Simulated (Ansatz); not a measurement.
CoH: energy above lowest point and pressure against volume scale

Free energy against uniform scaling of the volume at fixed shape and fractions; periodic cell, basis, potentials, k mesh and filling as listed. The results are calculated, by Ansatz 0.2.0.

The cell before it is scaled or strained (space group Fm-3m, No. 225):
```
CELL_PARAMETERS angstrom
0.00000 1.84910 1.84910
1.84910 0.00000 1.84910
1.84910 1.84910 0.00000
ATOMIC_POSITIONS crystal
Co 0.00000 0.00000 0.00000
H 0.50000 0.50000 0.50000
```

Settings of every row: functional PBEsol; dispersion none; potentials PAW; wave cutoff 500 eV; density cutoff 2000 eV; k mesh 11x11x11; k shift 0x0x0; occupations fermi dirac; smearing width 0.1 eV; spin collinear.

Limits: coarse k mesh, up to 40 meV an atom off; the cell comes from a prototype or a list of computed structures and needn't be the stable phase; with one magnetic atom in the cell only parallel moments are possible.

| row | volume scale | V (Å³/atom) | energy above lowest point (meV/atom) | pressure (GPa) |
| --- | --- | --- | --- | --- |
| 1 | 0.9406 | 5.947 | 2.4 | 6.01 |
| 2 | 0.9703 | 6.135 | 0 | -1.7 |
| 3 | 1 | 6.322 | 5.9 | -8.19 |
| 4 | 1.0297 | 6.51 | ? | ? |
| 5 | 1.0594 | 6.698 | 37.5 | -18.17 |

Question: what energy above lowest point and pressure should row 4 give?

Worked fit of energy above lowest point. Take u = (V_r/V)^(2/3) − 1 with V_r = 6.2285 Å³ an atom, which is twice the finite (Eulerian) strain; such expansions in the strain, on which the Birch-Murnaghan equation of state is built, carry the rest volume and the bulk modulus. The shown rows have u = 0.03131, 0.01013, -0.00988, -0.04729. Least squares give energy above lowest point = 2.02 − 292.1 × u + 9692 × u² meV/atom; a straight line predicts inner rows, each left out in turn, worse (root mean square 9.4 against 0.12 meV/atom). The rows lie off it by 0.0, -0.1, 0.0, 0.0. Its lowest point lies at u = 0.0151, or V = 6.09 Å³ an atom, and the curvature there gives the bulk modulus at fixed shape and fractions, B = (4/9)(1 + u)² E″(u)/V = 234 GPa. The withheld row has u = -0.02904, so the fit gives 2.02 − 292.1 × (-0.02904) + 9692 × (-0.02904)² = 18.7 meV/atom.

The calculation gave 18.8 meV/atom. The fit lies 0.1 meV/atom (0.27 % of the column's range) below it, one unit of the last digit.

Worked fit of pressure. Take u = (V_r/V)^(2/3) − 1 with V_r = 6.2285 Å³ an atom, which is twice the finite (Eulerian) strain; such expansions in the strain, on which the Birch-Murnaghan equation of state is built, carry the rest volume and the bulk modulus. The shown rows have u = 0.03131, 0.01013, -0.00988, -0.04729. Least squares give pressure = −5.085 + 323.48 × u + 988.9 × u² GPa; a straight line predicts inner rows, each left out in turn, worse (root mean square 0.96 against 0.014 GPa). The rows lie off it by 0.00, 0.01, -0.01, 0.00. The pressure vanishes at u = 0.0150, or V = 6.091 Å³ an atom, and there the bulk modulus at fixed shape and fractions is B = −V dP/dV = (2/3)(1 + u) dP/du = 239 GPa. The withheld row has u = -0.02904, so the fit gives −5.085 + 323.48 × (-0.02904) + 988.9 × (-0.02904)² = -13.64 GPa.

The calculation gave -13.62 GPa. The fit lies 0.02 GPa (0.083 % of the column's range) below it; its largest miss of a shown row is 0.01 GPa.
